Seven isomers of CH2AlO and three levels of theory

The seven structures share one set of atoms, and all are doublets, with one unpaired electron. Each energy in the table is that of the second isomer less that of the first, so a negative number puts the second one lower. Links 1-2, 1-3 and 2-3 join C to Al, C to O and Al to O. All three levels use the same GFN2-xTB shapes.

Calculated values. Electronic energy of the second isomer less that of the first, for isolated neutral CH2AlO doublets at shapes relaxed with GFN2-xTB. Ansatz 0.2.0 gave the unrestricted HF/STO-3G and r2SCAN-D4/def2-SVP energies, the latter being the functional level, and xtb 6.7.1 gave the GFN2-xTB energies.

```
     system                            first isomer                           second isomer  at hf sto 3g (kcal/mol)  at gfn2 xtb (kcal/mol)  at functional level (kcal/mol)
CH2AlO #062  C(1) AlH2(2) O(3); links 1-2, 1-3, 2-3       CH2(1) Al(2) O(3); links 1-2, 2-3                    31.44                 -16.600                          -8.050
CH2AlO #0ad       C(1) AlH2(2) O(3); links 1-2, 1-3  CH2(1) Al(2) O(3); links 1-2, 1-3, 2-3                    -3.61                  -4.400                          -7.010
CH2AlO #197       CH(1) Al(2) OH(3); links 1-2, 2-3  CH(1) AlH(2) O(3); links 1-2, 1-3, 2-3                   -46.41                   9.960                          -5.420
CH2AlO #07f       C(1) AlH2(2) O(3); links 1-2, 1-3       CH2(1) Al(2) O(3); links 1-2, 2-3                    24.25                 -14.790                           0.650
CH2AlO #d9e  CH2(1) Al(2) O(3); links 1-2, 1-3, 2-3       CH2(1) Al(2) O(3); links 1-2, 2-3                    27.86                 -10.390                           7.660
CH2AlO #d8b       CH(1) Al(2) OH(3); links 1-2, 2-3       CH(1) AlH(2) O(3); links 1-3, 2-3                   -37.75                  16.930                           8.680
CH2AlO #073  C(1) AlH2(2) O(3); links 1-2, 1-3, 2-3  CH(1) AlH(2) O(3); links 1-2, 1-3, 2-3                    32.66                   8.250                          11.740
CH2AlO #f75  CH(1) AlH(2) O(3); links 1-2, 1-3, 2-3       CH(1) AlH(2) O(3); links 1-3, 2-3                     8.66                   6.970                          14.100
```

1. Which isomer is lowest at r2SCAN?

The eight pairs connect the seven structures, so all can be placed on one ladder. Take the ring CH2-O-Al, the first isomer of #d9e, as zero. Linear CH2-Al-O then lies at 7.66 kcal/mol, and #062 puts AlH2 with a side-on CO another 8.05 above that:

7.66 + 8.05 = 15.71 kcal/mol

The other structures follow in the same way. The ring is the lowest of the seven, with end-on AlH2-CO and linear CH2-Al-O about 7 to 8 kcal/mol above it. The printed output after this text gives the ladder at each level; it comes from adding table rows, with no adjustable constant.

2. Why do the three lowest molecules lie so close together?

They trade one strong bond for another. Going from AlH2-CO to the ring moves both hydrogens from aluminium to carbon, and C-H bonds are stronger than Al-H bonds. The ring also gains a bond between aluminium and oxygen, whose order in GFN2-xTB rises from 0.15 to 1.24. The price is most of the multiple bond in CO. Going on from the ring to linear CH2-Al-O breaks the remaining C-O bond, but the Al-O bond order rises again, to 2.22.

A simpler reaction shows the same balance: H2 and CO forming formaldehyde. There too part of a strong CO bond is given up, together with the H-H bond, for two C-H bonds, and the reaction energy is only a small part of any bond energy involved. The analogy covers the hydrogen transfer alone, since formaldehyde has no aluminium to bind carbon and oxygen. In both cases a small difference remains between large terms, and a method that misjudges one kind of bond can reverse it.

3. Do the cheap levels find the same lowest isomer?

No: each level picks a different one. GFN2-xTB puts linear CH2-Al-O about 10 kcal/mol below the ring. HF/STO-3G puts AlH2 with side-on CO about 4 kcal/mol below it. A search among these seven that kept only the lowest structure would therefore return a different molecule at each level.

4. Where does HF/STO-3G go wrong?

Its largest errors are at linear aluminium. Relative to the ring, and compared with r2SCAN, it puts CH2-Al-O about 20 kcal/mol too high and HC-Al-OH about 43 too high. In both molecules C, Al and O lie on a line, and the GFN2-xTB bond orders point to partly multiple bonds at aluminium. HF also errs by 19 kcal/mol in the opposite direction for side-on CO, so linear aluminium is not its only difficulty.

Theory offers two reasons for the error at linear aluminium. Multiple bonds at aluminium need electron density from the neighbours to flow into its nearly empty orbitals, but STO-3G gives each valence orbital one fixed size and has no d functions to help it change shape. Hartree-Fock also leaves out electron correlation, which usually stabilises multiple bonds more than single ones. The small basis has a further known habit: it tends to favour small rings over open isomers with multiple bonds. That may add to the error here, since the zero of the ladder is a ring, and may help to explain why side-on CO comes out too low. These rules don't fit every isomer, though: end-on AlH2-CO is open and has a multiple C-O bond, yet HF puts it only 3.61 kcal/mol above the ring, where r2SCAN gives 7.01.

5. What would a larger basis change?

It should remove part of the penalty on linear aluminium, because extra valence functions and d functions would let the bonding orbitals take a better size and shape. The lack of correlation would remain. How the error divides between the two can't be read from this table, because the step from HF/STO-3G to r2SCAN/def2-SVP changes method and basis together. A Hartree-Fock run in def2-SVP on the same shapes would separate them.

6. Is the level with more correct signs the better screen?

Here it is not. HF agrees with r2SCAN on the sign in six of the eight pairs and GFN2-xTB in five, yet their mean misses are about 25 and 10 kcal/mol. The extra pair is an accident of which pairs were drawn: the seven structures allow 21 pairs, and over all of these each level agrees with r2SCAN in 17. Pair #07f shows how a right sign can hide a large miss: HF gives 24.25 where r2SCAN gives 0.65. The sign agrees, but HF has turned a near tie into a clear decision.

GFN2-xTB errs the other way at linear aluminium, putting CH2-Al-O about 18 kcal/mol and HC-Al-OH about 28 too low relative to the ring. The other four isomers also come out too low on this scale, so part of the error may lie in the ring itself, which GFN2-xTB may place too high. The method has no term for spin polarisation, which may shift these radicals by unequal amounts. For open CH-O-AlH the miss is about 20 kcal/mol, but there the r2SCAN value is itself doubtful. The spin measure S² is 1.08 in that run instead of the 0.75 of a clean doublet, so states of higher spin are mixed in. The r2SCAN values of #d8b and #f75 carry this defect. The HF/STO-3G run for the ring CH-AlH-O has it too, also with 1.08, so the HF values of #197, #073 and #f75 are doubtful as well.

7. Which digits can be trusted?

The second decimal describes the arithmetic, not the molecule. Even the r2SCAN energies come from a small basis, without a search for lower electronic states, and they omit the zero-point energy of the vibrations. The size of that last term can be estimated for #0ad, where two hydrogens move from aluminium to carbon. With rough stretching wavenumbers of 3000 cm⁻¹ for C-H and 1900 cm⁻¹ for Al-H, and half a quantum in each bond, the ring loses

2 × ½ × (3000 − 1900) cm⁻¹ = 1100 cm⁻¹, or about 3 kcal/mol.

Bending motions and the change in the C-O stretch are left out, so only the order of magnitude counts. The estimate would take away a sizeable part of the 7 kcal/mol in #0ad. Pair #07f also moves two hydrogens from aluminium to carbon, and there the estimate is several times the 0.65 in the table, though it widens that gap instead of reversing it. Even the units digit of the r2SCAN column is therefore uncertain.

8. Is a result safe when all three levels agree?

Agreement helps only against errors that the levels don't share. In #0ad all three put the ring below end-on AlH2-CO, but all three use the same shapes. GFN2-xTB bends the Al-C-O angle to about 154°, whereas relaxation with PBE0 makes it straight. The r2SCAN energy of AlH2-CO is thus probably taken at a strained shape, which counts against it, and so does the neglect of zero-point energy. The ring may gain from relaxation too, by an amount not shown here.

The practical rule is to use a cheap level to discard structures, not to rank them, and to keep a window that allows for its errors. Judged afterwards against the r2SCAN ladder, a GFN2-xTB window of 20 kcal/mol above its lowest structure keeps the four isomers that are lowest at r2SCAN. For HF/STO-3G even 25 kcal/mol would lose linear CH2-Al-O, which r2SCAN places among the lowest three. Whatever survives should be relaxed again at the better level before it is ranked.

Output of the analysis:

```
r2SCAN, end-on AlH2-CO above the ring CH2-O-Al, kcal/mol: 7.01
r2SCAN, linear CH2-Al-O above the ring, kcal/mol: 7.66
r2SCAN, AlH2 with side-on CO above the ring, kcal/mol: 15.71
r2SCAN, ring CH-AlH-O above the ring CH2-O-Al, kcal/mol: 27.45
r2SCAN, linear HC-Al-OH above the ring, kcal/mol: 32.87
r2SCAN, open CH-O-AlH above the ring, kcal/mol: 41.55
GFN2-xTB, end-on AlH2-CO above the ring CH2-O-Al, kcal/mol: 4.4
GFN2-xTB, linear CH2-Al-O above the ring, kcal/mol: -10.39
GFN2-xTB, AlH2 with side-on CO above the ring, kcal/mol: 6.21
GFN2-xTB, ring CH-AlH-O above the ring CH2-O-Al, kcal/mol: 14.46
GFN2-xTB, linear HC-Al-OH above the ring, kcal/mol: 4.5
GFN2-xTB, open CH-O-AlH above the ring, kcal/mol: 21.43
HF/STO-3G, end-on AlH2-CO above the ring CH2-O-Al, kcal/mol: 3.61
HF/STO-3G, linear CH2-Al-O above the ring, kcal/mol: 27.86
HF/STO-3G, AlH2 with side-on CO above the ring, kcal/mol: -3.58
HF/STO-3G, ring CH-AlH-O above the ring CH2-O-Al, kcal/mol: 29.08
HF/STO-3G, linear HC-Al-OH above the ring, kcal/mol: 75.49
HF/STO-3G, open CH-O-AlH above the ring, kcal/mol: 37.74
HF less r2SCAN, linear CH2-Al-O from the ring, kcal/mol: 20.2
HF less r2SCAN, linear HC-Al-OH from the ring, kcal/mol: 42.62
HF less r2SCAN, AlH2 with side-on CO from the ring, kcal/mol: -19.29
GFN2 less r2SCAN, linear CH2-Al-O from the ring, kcal/mol: -18.05
GFN2 less r2SCAN, linear HC-Al-OH from the ring, kcal/mol: -28.37
GFN2 less r2SCAN, open CH-O-AlH from the ring, kcal/mol: -20.12
mean size of the miss of HF from r2SCAN over the eight pairs, kcal/mol: 25.06
mean size of the miss of GFN2 from r2SCAN over the eight pairs, kcal/mol: 9.863
pairs where HF has the sign of r2SCAN, of eight: 6
pairs where GFN2 has the sign of r2SCAN, of eight: 5
rough zero-point cost of moving two H from Al to C, stretches only, kcal/mol: 3.145
```
